**Character and electron-hole attraction of eight singlets of a spiro-cyclopropyl acetate**

The table holds vertical singlet energies, oscillator strengths, hole-electron distances, exciton sizes and orbital overlaps of C10H16O2 from PySCF, Tamm-Dancoff B3LYP/def2-SVP, gas phase, at a GFN2-xTB geometry. The program compares the main-pair orbital gap minus the excitation energy with the exact-exchange attraction a⟨1/r⟩ (a = 0.20) of a Gaussian electron-hole distribution, with no fitted parameter, and sets it beside centroid point charges and a constant shift fitted to rows 2 to 8. The Gaussian estimate overshoots every row (root-mean-square error 0.16 eV, worst 0.26 eV in row 3); the constant does better on rows 2 to 8 but misses the compact n→π* state by 1.06 eV. The output also lists widths, dipoles, level spacings and the rows above −ε(HOMO), and shows that oscillator strength does not rise with lambda.

Eight lowest vertical singlet excitations of the spiro-cyclopropyl acetate C10H16O2 in the gas phase, calculated with PySCF 2.14.0 using Tamm-Dancoff B3LYP/def2-SVP, density fitting and a frozen core in the response, at the GFN2-xTB geometry of one conformer. Hole and electron measures use the normalised excitation amplitudes, and the last two columns give the leading orbital pair.

## The fit in Python

```python
# Table: eight vertical singlets of C10H16O2 (energy, f, hole-electron distance, exciton size, lambda),
# PySCF TDA B3LYP/def2-SVP, gas phase, GFN2-xTB geometry. Tested: orbital gap minus energy against the
# exact-exchange attraction a<1/r>, a = 0.20; also widths, dipoles, brightness and spacings.
T = {
    'row': [1, 2, 3, 4, 5, 6, 7, 8],
    'singlet_state': [1, 2, 3, 4, 5, 6, 7, 8],
    'singlet_energy': [5.93, 7.1, 7.48, 7.72, 8.03, 8.1, 8.31, 8.36],  # eV
    'singlet_oscillator_strength': [0.001, 0.005, 0.047, 0.021, 0.003, 0.052, 0.001, 0.004],
    'singlet_hole_electron_distance': [0.64, 3.37, 3.04, 2.62, 1.17, 1.91, 1.3, 1.4],  # angstrom
    'singlet_exciton_size': [2.08, 4.21, 4.04, 3.82, 3.86, 4.33, 3.97, 4.31],  # angstrom
    'singlet_orbital_overlap_lambda': [0.48, 0.23, 0.43, 0.34, 0.37, 0.29, 0.36, 0.3],
    'singlet_main_from': ['HOMO', 'HOMO-1', 'HOMO-2', 'HOMO-3', 'HOMO-1', 'HOMO', 'HOMO-2', 'HOMO'],
    'singlet_main_to': ['LUMO', 'LUMO', 'LUMO', 'LUMO', 'LUMO+1', 'LUMO+1', 'LUMO+1', 'LUMO+2'],
}
import numpy as np
from scipy import constants as C
from scipy.special import erf
from scipy.stats import spearmanr
g = lambda k: np.array(T[k], float)
E, f = g('singlet_energy'), g('singlet_oscillator_strength')
d, D, lam = g('singlet_hole_electron_distance'), g('singlet_exciton_size'), g('singlet_orbital_overlap_lambda')
# further outputs of the same run, typed in (eV, angstrom, debye)
eps = {'HOMO-3': -8.1974, 'HOMO-2': -7.7601, 'HOMO-1': -7.5152, 'HOMO': -7.4129,
       'LUMO': 0.3594, 'LUMO+1': 1.4075, 'LUMO+2': 1.7304}
sh = np.array([1.334, 1.96, 2.042, 2.184, 2.108, 1.914, 2.134, 2.003])
se = np.array([1.474, 1.601, 1.689, 1.669, 3.21, 3.543, 3.31, 3.469])
r = np.array([0.004, 0.002, -0.018, -0.022, 0.092, 0.079, 0.1, -0.043])
w = np.array([0.947, 0.956, 0.854, 0.803, 0.789, 0.666, 0.901, 0.706])
f5 = np.array([0.00098, 0.00544, 0.04664, 0.0206, 0.00255, 0.05174, 0.00068, 0.00402])
dmu = np.array([[-0.29, 0.878, 0.657], [-12.322, 1.317, -0.172], [-10.524, 2.156, 0.104], [-9.288, -1.553, 0.646]])
mu, mu0, st = [1.336, 13.213, 11.415, 10.612], 1.9226, 0.5325
up = np.array([0, 1.165, 1.5456, 1.7928, 2.0995, 2.1631, 2.3796, 2.4252])
k = C.e / (4 * np.pi * C.epsilon_0 * 1e-10)   # eV angstrom
eA = C.e * 1e-10 * C.c / 1e-21                # debye per e angstrom
Eh = C.physical_constants['Hartree energy in eV'][0]
a = 0.20
W = np.sqrt(D**2 - d**2)
tdm = np.sqrt(1.5 * f5 / (E / Eh))
print('row  d  size  width  sig_h sig_e (A) | d/size lambda  f(run)  |tdm|(au) main weight')
for i in range(8):
    print(f'{i+1} {d[i]:.2f} {D[i]:.2f} {W[i]:.2f} {sh[i]:.2f} {se[i]:.2f} | {d[i]/D[i]:.2f} {lam[i]:.2f} {f5[i]:.5f} {tdm[i]:.3f} {w[i]:.3f}')
Did = np.sqrt(d**2 + sh**2 + se**2 - 2 * r * sh * se)
print(f'size identity (a definition): largest deviation {abs(Did-D).max():.3f} A, rounding 0.005 A per length')
print(f'rank correlation lambda-f {spearmanr(lam, f5)[0]:.2f}; lambda-d {spearmanr(lam, d)[0]:.2f}; lambda-size {spearmanr(lam, D)[0]:.2f}')
print(f'f ratios: row3/row1 {f5[2]/f5[0]:.0f}, row3/row2 {f5[2]/f5[1]:.1f}, row6/row3 {f5[5]/f5[2]:.2f}')
gap = np.array([eps[t] - eps[s] for s, t in zip(T['singlet_main_from'], T['singlet_main_to'])])
shift = gap - E
G = lambda x, X: a * k * erf(x / np.sqrt(2 * (X**2 - x**2) / 3)) / x
mG, mB, mP, c = G(d, D), a * k / D, a * k / d, shift[1:].mean()
print(f'a*e2/(4 pi eps0) = {a*k:.3f} eV A; shift = main-pair gap - E; all below in eV')
print('row  gap  E  shift | Gaussian (minus shift) | bound a/size | centroid a/d | E+HOMO')
for i in range(8):
    print(f'{i+1} {gap[i]:.2f} {E[i]:.2f} {shift[i]:.2f} | {mG[i]:.2f} ({mG[i]-shift[i]:+.2f}) | {mB[i]:.2f} | {mP[i]:.2f} | {E[i]+eps["HOMO"]:+.2f}')
rms = lambda x: np.sqrt(np.mean(x**2))
for n, m in [('Gaussian', mG), ('bound a/size', mB), ('centroid', mP), (f'constant {c:.2f} (rows 2-8)', c + 0 * E)]:
    x = m - shift
    j = abs(x).argmax()
    print(f'{n}: rms all {rms(x):.2f}, rows 2-8 {rms(x[1:]):.2f}, row 1 {x[0]:+.2f}, worst row {j+1} {x[j]:+.2f} eV')
dm = max(abs(G(d + p, D + q) - mG).max() for p in (-.005, .005) for q in (-.005, .005))
print(f'rounding limit: 0.005 eV in E, {dm:.3f} eV in the Gaussian model')
print(f'rows 2-8: correlation shift-Gaussian {np.corrcoef(shift[1:], mG[1:])[0,1]:.2f}; overshoot-|tdm|^2 {np.corrcoef((mG-shift)[1:], tdm[1:]**2)[0,1]:.2f}')
print(f'shift row 1 / mean rows 2-8 = {shift[0]/c:.2f}; S1-T1 {st:.2f} eV, T1 about {E[0]-st:.2f} eV')
print(f'row 2 Gaussian attraction: full {mG[1]/a:.1f} eV, kept at a=0.20 {mG[1]:.2f} eV')
print(f'dipoles (D), ground {mu0:.2f}: row, e*d unrelaxed change, relaxed change, ratio, state dipole')
for i in range(4):
    n = np.linalg.norm(dmu[i])
    print(f'{i+1} {eA*d[i]:.1f} {n:.1f} {n/(eA*d[i]):.2f} {mu[i]:.1f}')
print('spacings, table (eV):', ' '.join(f'{x:.2f}' for x in np.diff(E)))
print('spacings, run   (eV):', ' '.join(f'{x:.3f}' for x in np.diff(up)))
print(f'-HOMO = {-eps["HOMO"]:.2f} eV; rows above it:', [i + 1 for i in range(8) if E[i] > -eps['HOMO']])
assert lam.argmax() == 0 and D.argmin() == 0 and f[0] == f.min()
assert d[1:4].min() > d[4:].max() and W[4:].min() > W[:4].max()
assert (shift > 0).all() and shift.argmax() == 0
assert rms(mG - shift) < rms(mP - shift) and abs(mG - shift).max() < 0.35
```

It prints:

```
row  d  size  width  sig_h sig_e (A) | d/size lambda  f(run)  |tdm|(au) main weight
1 0.64 2.08 1.98 1.33 1.47 | 0.31 0.48 0.00098 0.082 0.947
2 3.37 4.21 2.52 1.96 1.60 | 0.80 0.23 0.00544 0.177 0.956
3 3.04 4.04 2.66 2.04 1.69 | 0.75 0.43 0.04664 0.504 0.854
4 2.62 3.82 2.78 2.18 1.67 | 0.69 0.34 0.02060 0.330 0.803
5 1.17 3.86 3.68 2.11 3.21 | 0.30 0.37 0.00255 0.114 0.789
6 1.91 4.33 3.89 1.91 3.54 | 0.44 0.29 0.05174 0.511 0.666
7 1.30 3.97 3.75 2.13 3.31 | 0.33 0.36 0.00068 0.058 0.901
8 1.40 4.31 4.08 2.00 3.47 | 0.32 0.30 0.00402 0.140 0.706
size identity (a definition): largest deviation 0.008 A, rounding 0.005 A per length
rank correlation lambda-f -0.40; lambda-d -0.57; lambda-size -0.71
f ratios: row3/row1 48, row3/row2 8.6, row6/row3 1.11
a*e2/(4 pi eps0) = 2.880 eV A; shift = main-pair gap - E; all below in eV
row  gap  E  shift | Gaussian (minus shift) | bound a/size | centroid a/d | E+HOMO
1 7.77 5.93 1.84 | 1.91 (+0.07) | 1.38 | 4.50 | -1.48
2 7.87 7.10 0.77 | 0.84 (+0.06) | 0.68 | 0.85 | -0.31
3 8.12 7.48 0.64 | 0.90 (+0.26) | 0.71 | 0.95 | +0.07
4 8.56 7.72 0.84 | 0.99 (+0.15) | 0.75 | 1.10 | +0.31
5 8.92 8.03 0.89 | 1.03 (+0.14) | 0.75 | 2.46 | +0.62
6 8.82 8.10 0.72 | 0.91 (+0.19) | 0.67 | 1.51 | +0.69
7 9.17 8.31 0.86 | 1.00 (+0.14) | 0.73 | 2.22 | +0.90
8 9.14 8.36 0.78 | 0.92 (+0.14) | 0.67 | 2.06 | +0.95
Gaussian: rms all 0.16, rows 2-8 0.17, row 1 +0.07, worst row 3 +0.26 eV
bound a/size: rms all 0.19, rows 2-8 0.10, row 1 -0.46, worst row 1 -0.46 eV
centroid: rms all 1.31, rows 2-8 0.98, row 1 +2.66, worst row 1 +2.66 eV
constant 0.79 (rows 2-8): rms all 0.38, rows 2-8 0.08, row 1 -1.06, worst row 1 -1.06 eV
rounding limit: 0.005 eV in E, 0.005 eV in the Gaussian model
rows 2-8: correlation shift-Gaussian 0.71; overshoot-|tdm|^2 0.79
shift row 1 / mean rows 2-8 = 2.34; S1-T1 0.53 eV, T1 about 5.40 eV
row 2 Gaussian attraction: full 4.2 eV, kept at a=0.20 0.84 eV
dipoles (D), ground 1.92: row, e*d unrelaxed change, relaxed change, ratio, state dipole
1 3.1 1.1 0.37 1.3
2 16.2 12.4 0.77 13.2
3 14.6 10.7 0.74 11.4
4 12.6 9.4 0.75 10.6
spacings, table (eV): 1.17 0.38 0.24 0.31 0.07 0.21 0.05
spacings, run   (eV): 1.165 0.381 0.247 0.307 0.064 0.216 0.046
-HOMO = 7.41 eV; rows above it: [3, 4, 5, 6, 7, 8]
```
